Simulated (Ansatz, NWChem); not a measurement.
How methods differ on SnHCl3O (SMILES [OH][Sn]([Cl])([Cl])[Cl])

The species is SnHCl3O (6 atoms), meant as a singlet with charge 0. As SMILES, `[OH][Sn]([Cl])([Cl])[Cl]`. Geometry: relaxed at PBE0-D4/def2-TZVP.

Each level gives the electronic atomisation energy (eV). The values are calculated. Electronic energies at fixed atoms, without zero-point motion or spin-orbit coupling.

```
                             level                    kind  program  value (eV)  CPU time (all runs)
     PBE/def2-SVP (core potential)                     GGA   NWChem       18.27                 33 s
  r2SCAN/def2-SVP (core potential)                meta-GGA   Ansatz       18.03                 32 s
   B3LYP/def2-SVP (core potential)           global hybrid   NWChem       17.19                 29 s
  M06-2X/def2-SVP (core potential)         hybrid meta-GGA   NWChem       17.89                 35 s
 wB97M-V/def2-SVP (core potential)  range-separated hybrid   Ansatz       18.16              2.3 min
  B2PLYP/def2-SVP (core potential)           double hybrid   Ansatz       17.14                 22 s
 RPA@PBE/def2-SVP (core potential)                     RPA   Ansatz       14.70                 23 s
RPA@PBE0/def2-SVP (core potential)                     RPA   Ansatz       15.70                 26 s
     MP2/def2-SVP (core potential)     perturbation theory   Ansatz       17.18                  6 s
    CCSD/def2-SVP (core potential)   coupled cluster or CI   Ansatz       16.09                 32 s
```

Correlated wave functions underbind in double-zeta sets. The values span 14.70 to 18.27 eV. In the correlated wave-function rows the outer d shell of Sn is correlated, in sets not made for it. CPU times are rough (shared hosts, several kinds of processor and program).

Every level puts the molecule well below its separated atoms, as expected for tin(IV) with polar Sn–Cl and Sn–O bonds and a strong O–H bond. The size of that binding is much less settled. Atomisation turns the electron pairs of five bonds into open-shell fragments, so the correlation energy of those pairs does not cancel between molecule and atoms, and the spread probably reflects how much of it each method recovers. The two RPA values are the lowest, and their change from 14.70 to 15.70 eV with the starting orbitals shows that the reference matters too.

Exact exchange alone does not order the functionals: B3LYP lies well below PBE, yet wB97M-V, at 18.16 eV, almost matches it. The near coincidence of B3LYP, B2PLYP and MP2 is no sign of convergence, since CCSD falls to 16.09 eV, and CCSD itself lacks the connected triple excitations that usually strengthen binding. Nor does a large atomisation energy show that the molecule resists losing HCl or condensing through Sn–O–Sn bridges.
